Dear colleague,

Your electrons in p-InP scatter from negative acceptors, and the Z³ term that is said to favour them has a companion of the same order. It appears when we drop the assumption of linear screening.

Let the ion have charge Ze (acceptor Z = −1), with a_B = 4πεħ²/(me²) and λ = 2Z/a_B. For the potential energy −(Ze²/4πεr)exp(−q0r), wave number k and momentum transfer q,

f1 = λ/(q² + q0²), Re f2 = (λ²/qA) arctan(q0q/2A), A² = q0⁴ + 4q0²k² + k²q².

Re f2 is positive, so 2f1 Re f2 raises the cross section of attractive ions and lowers that of repulsive ones. The assumption enters in the first line: the Yukawa potential is strictly proportional to Z. A Z² piece of the potential multiplies f1 and also gives Z³.

Treat the holes as a classical gas responding locally, p = p0 exp(u), u = −eφ/kT, over a fixed background. With the Bjerrum length l_B = e²/(4πεkT) and q0² = 4πl_B p0, Poisson's equation is

∇²u = 4πl_B Z δ(r) + q0²(u + u²/2 + u³/6 + …).

The linear solution is u1 = −Z l_B exp(−q0r)/r, with transform −4πZ l_B/(q² + q0²). At second order −(q² + q0²)u2(q) = (q0²/2)·FT[u1²], where FT[u1²] = 4πZ²l_B² arctan(q/2q0)/q. The electron's energy is kT·u, and the first Born amplitude is linear in it, so with x = q/q0 and g = q0l_B,

δf/f1 = u2/u1 = Z g arctan(x/2)/(2x), tending to Zg/4 at q = 0.

Since f1 ∝ Z, δf is positive for either sign: exp(u) exceeds 1 + u, the extra charge is positive, and it attracts electrons. For acceptors it reinforces Re f2.

For numbers I assume 300 K and p0 = N_A = 10¹⁸ cm⁻³, fully ionised, and use compiled values: ε_r = 12.34 (Rakita 2019); m = 0.0795 mₑ, γ1 = 5.08, γ2 = 1.6, γ3 = 2.1 (Vurgaftman 2001, 0 K values). Then a_B = 8.21 nm, l_B = 4.51 nm, 1/q0 = 4.20 nm, g = 1.075. At E = 3kT, where the mobility integrand peaks for τ ∝ E^(3/2), k = 0.402 nm⁻¹. Forward, δf/f1 = −0.27, whereas Re f2/f1 = λq0/[2(q0² + 4k²)] = −0.041.

The transport cross section is σ = (π/k⁴)∫q³|f|²dq from 0 to 2k. At lowest order the weight x³/(1 + x²)² integrates to L/2, with L = ln(1 + b) − b/(1 + b) = 1.60 and b = 4k²/q0² = 11.4. Averaging 2 Re f2/f1 and 2δf/f1 over it gives

Δσ/σ = −0.20 (second Born), Δσ/σ = −0.42 (nonlinear screening, local).

The local figure is too large, because holes cannot follow a 1/r potential inside their thermal length Λ = ħ/√(2m_h kT). With γ̄ = (2γ2 + 3γ3)/5, the heavy mass is mₑ/(γ1 − 2γ̄) = 0.78 mₑ; this band holds 95 % of the holes, p0/N_v for it is 0.06, so Boltzmann statistics serve, and Λ = 1.37 nm. At q = 0 the repair is simple for one parabolic band. In a potential u(K) the second-order grand potential is −(kT p0/2)∫d³K/(2π)³ F(K)|u(K)|², with F = ∫₀¹exp[−Λ²K²t(1 − t)]dt the quantum static response of a Boltzmann gas relative to the classical one. Since p0 ∝ exp(μ/kT), the derivative −∂/∂μ gives the second-order hole number (p0/2)∫d³K/(2π)³ F|u|². Relative to F = 1, with u = u1 and y = K/q0,

Q = (4/π)∫₀^∞ y²F/(1 + y²)² dy = 1 − (√π/2)q0Λ + …

At q0Λ = 0.327 the full integral gives Q = 0.76, and the forward ratio becomes −0.20. The missing charge lies within about Λ of the ion, so I remove the same amount from FT[u1²] at every q, which is rough near q = 2k, where qΛ = 1.1. That adds g(1 − Q)/2 = 0.13 to Δσ/σ and leaves about −0.3.

The two Z³ terms sum to about −0.5, too much for a truncated series, so here are the Z⁴ terms I can size. The square of the amplitude shift returns about (0.5/2)² = 0.06 of σ. In the forward amplitude ratio, the third-order source u1u2 gives +g²/12 = 0.10. The source u1³/6 diverges logarithmically; cut at r = Λ it gives −(g²/6)E1(3q0Λ) = −0.04, E1 being the exponential integral, and the value depends on the cut. I have not computed (Im f2)² or 2f1 Re f3. One figure is all this supports.

The asymmetry needs care. In n-InP the extra screening charge is negative, so δf < 0 and donors also scatter less; were the two gases mirror images, the term would lower both cross sections alike and drop out of the ratio. They are not. Electrons at 10¹⁸ cm⁻³ have n/N_c = 1.8, and Fermi statistics lower both dn/dμ, which sets q0², and n″/n′, which replaces 1/kT in l_B, so the local |δf/f1| is smaller at each q. Their Λ is 4.3 nm, comparable to l_B, which cuts it further. In ion scattering alone, acceptors against donors, the remainder favours the minority electrons.

These are the model's numbers for acceptor scattering alone, and your measured mobility will respond less. Phonons share the scattering, and the holes themselves, as numerous as the acceptors, attract electrons: a hole treated crudely as a fixed Z = +1 ion with the same q0 has a second Born term of +0.20 and a nonlinear-screening term of +0.42 (local), about +0.3 after the Q correction, cancelling the acceptors' −0.20 and −0.3. In that picture both Z³ terms drop out of the combined acceptor-plus-hole scattering in p-InP. In n-InP, where electron–electron collisions conserve the total momentum of a parabolic band, the donors keep both terms: f2 raises their σ and nonlinear screening lowers it, so on net the latter works against a minority-electron advantage. Within the acceptor channel itself, nonlinear screening lowers σ at 3kT by about 0.3 of the Brooks–Herring value, at least as much as the second Born term, so an acceptor cross section corrected by f2 alone is incomplete at order Z³. How much of either term survives in your mobility depends on how far the holes depart from fixed ions, which I have not computed.